Stretching a crystal of titanium: what the plane asks of the axis

Straining titanium by a few per cent can cost tens of millielectronvolts per atom, about the size of the thermal energy kT at room temperature. The same strain changes the pressure by several gigapascals, tens of thousands of atmospheres. In hexagonal titanium two strains keep the symmetry of the crystal: one stretches the close-packed plane equally in all its directions, the other stretches the axis perpendicular to it. The table combines them, with energies and pressures from density functional theory with the r2SCAN functional.

Strained hcp titanium (start a = 2.950, c = 4.686 Å, not relaxed at this level), computed with Ansatz 0.2.0 (plane-wave PAW, scalar-relativistic r2SCAN, no spin polarisation, 500 eV cutoff, 18×18×10 k mesh, 0.15 eV Gaussian smearing). Rows 1 to 5 have in-plane strains of −0.03, −0.015, 0, 0.015 and 0.03. Free energies are relative to the unstrained cell; positive pressure means compression.

```
strain zz  energy change row 1 (meV/atom)  energy change row 2 (meV/atom)  energy change row 3 (meV/atom)  energy change row 4 (meV/atom)  energy change row 5 (meV/atom)  pressure row 1 (GPa)  pressure row 2 (GPa)  pressure row 3 (GPa)
    -0.03                            30.8                             8.4                             0.8                             6.6                            24.7                  9.45                  5.10                  1.24
   -0.015                            19.8                             1.6                            -2.1                             7.5                            29.1                  7.24                  3.10                 -0.58
        0                            14.1                            -0.1                             0.0                            13.1                            38.0                  5.18                  1.24                 -2.26
    0.015                            13.4                             3.1                             6.7                            23.1                            51.2                  3.24                 -0.50                 -3.83
     0.03                            17.5                            10.8                            17.8                            37.3                            68.3                  1.42                 -2.13                 -5.29
```

Each line of the table has one axial strain, "strain zz". The numbers 1 to 5 in the column heads stand for in-plane strains of −0.03, −0.015, 0, 0.015 and 0.03. Energies are counted from the unstrained starting cell, and a positive pressure means that the crystal is compressed. The questions below can be answered from the table with pencil and paper, apart from a few fitted numbers whose origin is stated and the effect of smearing in the last answer, which comes from further output of the same runs.

1. Which cell has the lowest energy, and why is it not the unstrained one?

The lowest entry is −2.1 meV/atom, at unchanged plane and an axial strain of −0.015. The unstrained cell was not relaxed at this level of theory, and its pressure of −2.26 GPa shows that it is under tension. Shrinking lowers its energy, so the zero of the strain scale is a convenient origin and not the equilibrium of the metal.

The true minimum lies between the computed points. Near the origin the energy can be written as a quadratic surface in the in-plane strain e and the axial strain z:

E = g₁e + g₂z + ½Ae² + Bez + ½Cz²

Here g₁ and g₂ are the slopes at the origin, A and C are the curvatures for the two strains, and B is their coupling. With these constants taken from differences between table entries, the minimum falls at about −0.5 % in the plane and −1.1 % along the axis. The energy there is about 2.7 meV/atom below the starting cell.

The slopes can be tested, because the pressure was computed separately. A small equal strain in all three directions changes the volume V by three times that strain, so the pressure must be −(g₁ + g₂)/(3V). This gives −2.27 GPa, in agreement with the table. The starting cell has about the size of titanium measured at room temperature. Thermal expansion and zero-point motion, which are absent here, are expected to explain only part of the shrinkage; the rest probably reflects an error of the functional or of other settings.

2. Why does stretching cost more than compressing?

A strain of +0.03 in the plane and along the axis costs 68.3 meV/atom, while −0.03 in both costs only 30.8. It looks as if titanium were softer in compression. The starting tension is what creates this impression: compression first releases energy that the stretched cell had stored, and further stretching has to work against the tension.

The size of this effect follows from pressure times change of volume. The cell holds 17.66 Å³ per atom, and a strain of 0.03 in all directions changes the volume by about 9 %. With the product converted to meV, this gives

2.26 GPa × 17.66 Å³ × 0.09 ≈ 22 meV/atom

This amount is added on stretching and subtracted on compressing, so it makes a difference of about 45 meV/atom. The computed difference is 37.5, which is smaller.

The remaining 7 meV/atom therefore has the opposite sign: apart from the starting tension, compression is the harder direction. This is the usual behaviour of solids, because the repulsion between atoms steepens as they approach each other. The table shows the same stiffening in another way. Parabolas fitted to all five points of a column have an axial curvature that is about 16 % lower at the largest in-plane stretch than at the largest in-plane compression.

3. Do the costs of the two strains add?

They do not. Stretching only the plane by 0.03 costs 38.0 meV/atom and stretching only the axis by 0.03 costs 17.8, which makes 55.8 together. The computed cost of doing both is 12.5 meV/atom higher. If the axis is instead compressed by 0.03 while the plane is stretched, the cost is 24.7 meV/atom, less than that of stretching the plane alone.

The pattern holds for every combination in the table: strains of equal sign cost more than their sum, strains of opposite sign cost less. The reason is standard elasticity. Two stretches both increase the volume, whereas a stretch and a compression partly cancel in the volume and mainly change the shape. A metal resists a change of volume strongly, because that alters the density of its valence electrons and the distances to all neighbours at once. A change of shape costs energy too, and this cost by itself would favour strains of equal sign, but in titanium the volume counts for more.

The same can be seen in the packing. Atoms in adjacent layers touch along slanting lines, which lengthen when the plane is stretched. Bringing the layers closer together shortens them again. In the formula this is the work of the term Bez with positive B.

4. How far does the axis shrink if the plane is stretched and the axis is left free?

This is the situation of a thin single-crystal film whose close-packed plane is held by a substrate while its surface is free. The axis then settles where the energy is lowest for the given in-plane strain. Setting the slope of the quadratic surface along z to zero shows that the best axial strain changes by −B/C for each unit of in-plane strain.

Both constants come from a few entries. C follows from the unchanged plane at axial strains of ±0.03, and B from the four cells in which both strains are ±0.015:

C = (17.8 + 0.8)/0.03² = 18.6/0.0009
B = (23.1 − 7.5 − 3.1 + 1.6)/(4 × 0.015²) = 14.1/0.0009
−B/C = −14.1/18.6 ≈ −0.76

A plane stretched by 1 % thus makes the axis about 0.8 % shorter. The minima of parabolas through the first four energy columns give nearly the same answer, −0.80, and the small difference comes mainly from terms beyond second order and partly from the rounding of the entries. In the fifth column the minimum lies outside the scan, which is why the energy there only rises with axial strain.

A sheet of rubber is a useful comparison. Rubber changes its shape far more easily than its volume, so a sheet stretched by 1 % in both directions becomes 2 % thinner. Titanium stops well short of this because changing its shape costs energy too, and the axis settles at a compromise between the two costs.

Engineers usually express the compromise by Poisson's ratio ν, the sideways contraction per unit of stretch along one direction. For a material that is alike in all directions, the response to in-plane stretching is −2ν/(1 − ν). A value near −0.8 then corresponds to ν just under 0.3, which is typical of metals.

5. Is the plane stiffer than the axis?

The curvatures seem to say so. Strains of ±0.03 in the plane give 14.1 + 38.0 = 52.1 meV/atom, those along the axis give 18.6, and the ratio A/C is 2.8. But the in-plane strain stretches two directions at once and the axial strain only one, so a ratio well above 1 is expected even without any preferred direction.

A fair yardstick is a crystal that shrinks by the same fraction along all its axes under uniform pressure. An equal strain in all directions changes the slope for the plane in proportion to A + B and the slope for the axis in proportion to B + C. The plane has two directions that share its slope, so equal stress in all directions requires A + B = 2(B + C), or

A/C = 2 + B/C ≈ 2.76

The computed 2.80 is only slightly larger. Under pressure the plane and the axis of titanium therefore shrink almost alike. Whether a pull along a single in-plane direction meets the same resistance as a pull along the axis remains open, because the two in-plane directions are always strained together here.

6. Can the pressure tell whether the cell has the right shape?

It can hardly do so in this metal. Compressing the plane by 0.015 and compressing the axis by 0.03 reduce the volume by almost the same amount, and both cells have a pressure of 1.24 GPa. A third cell of nearly this volume, with the plane at −0.03 and the axis at +0.03, has 1.42 GPa. Its energy, however, is 17.6 meV/atom above that of the first.

The answer to question 5 explains this. If all axes shrink alike under pressure, an in-plane strain changes the pressure twice as much as an equal axial strain. It also changes the volume twice as much, so the pressure follows the volume and is nearly blind to shape. A pressure near zero therefore does not prove that a hexagonal cell is relaxed; the stresses in the plane and along the axis have to vanish separately.

7. Which digits can be trusted, and what would change with another start or another metal?

Differences of several meV/atom are safe against the smearing of the electronic levels: removing its effect shifts the energies by about 0.5 meV/atom at most, with the largest shift at −0.03 in both strains. The entry of −0.1 at an in-plane strain of −0.015 is thus a tie with the starting cell. The cutoff, the k mesh and the functional were not varied, so the table cannot show how much they matter. The quadratic surface is less exact than the table. It misses by up to 4 meV/atom, most at the corners where both strains have the same sign and the full size of 0.03, and these corners were not used to set its constants. It makes strong compression too cheap and strong stretching too dear, as a model without stiffening must.

Starting from the relaxed cell would remove the slopes at the origin. Compression would then be expected to cost more than an equal stretch, the reverse of what the table seems to show, while the response of the axis should stay near −0.8. For another hexagonal metal the quantity to ask for is B/C, the coupling compared with the axial stiffness. Beryllium, known for its very small Poisson's ratio, is a case where the axis hardly follows the plane: its resistance to a change of shape is high enough to cancel most of the coupling through the volume.
